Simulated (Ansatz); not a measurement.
A series in volume scale on Pb

All results are calculated (Ansatz 0.2.0). Periodic Kohn-Sham DFT of a crystal at fixed atoms, scaled to volume_scale times the given cell; pressure positive in compression, energy less spherical unpolarised free atoms, largest_vzz the field gradient of largest size among the nuclei.

The cell before it is scaled or strained (space group Fd-3m, No. 227):
```
CELL_PARAMETERS angstrom
0.00000 3.43900 3.43900
3.43900 0.00000 3.43900
3.43900 3.43900 0.00000
ATOMIC_POSITIONS crystal
Pb 0.00000 0.00000 0.00000
Pb 0.25000 0.25000 0.25000
```

Settings of every row: method all-electron PAW; functional LDA; relativity scalar; k mesh 8x8x8; filling fermi-dirac; smearing width 0.05 eV; nucleus gaussian.

Atom start moment: 0 on all atoms.

Limits: no spin-orbit coupling on heavy atoms; the cell comes from a prototype or a list of computed structures and needn't be the stable phase.

```csv
row,volume scale,V (Å³/atom),pressure (GPa)
1,0.94,38.232,1.443
2,0.95,38.638,1.023
3,0.96,39.045,0.627
4,0.98,39.859,-0.097
5,0.99,40.265,-0.427
6,1,40.672,-0.739
7,1.01,41.079,?
8,1.02,41.486,-1.31
9,1.04,42.299,-1.816
10,1.05,42.706,-2.047
11,1.06,43.112,-2.265
```

Question: what pressure should row 7 give?

Worked fit of pressure. Take u = (V_r/V)^(2/3) − 1 with V_r = 40.468 Å³ an atom, which is twice the finite (Eulerian) strain; such expansions in the strain, on which the Birch-Murnaghan equation of state is built, carry the rest volume and the bulk modulus. The shown rows have u = 0.03862, 0.03133, 0.02415, 0.01016, 0.00336, -0.00335, -0.01643, -0.02907, -0.03525, -0.04132. Least squares give pressure = −0.5851 + 46.507 × u + 148.73 × u² + 172 × u³ GPa; a parabola predicts inner rows, each left out in turn, worse (root mean square 0.0021 against 0.00033 GPa). All shown rows lie on it to the printed digit. The pressure vanishes at u = 0.0121, or V = 39.74 Å³ an atom, and there the bulk modulus at fixed shape and fractions is B = −V dP/dV = (2/3)(1 + u) dP/du = 33.9 GPa. The withheld row has u = -0.00994, so the fit gives −0.5851 + 46.507 × (-0.00994) + 148.73 × (-0.00994)² + 172 × (-0.00994)³ = -1.033 GPa.

The calculation gave -1.033 GPa. The fit meets it to the printed digit.
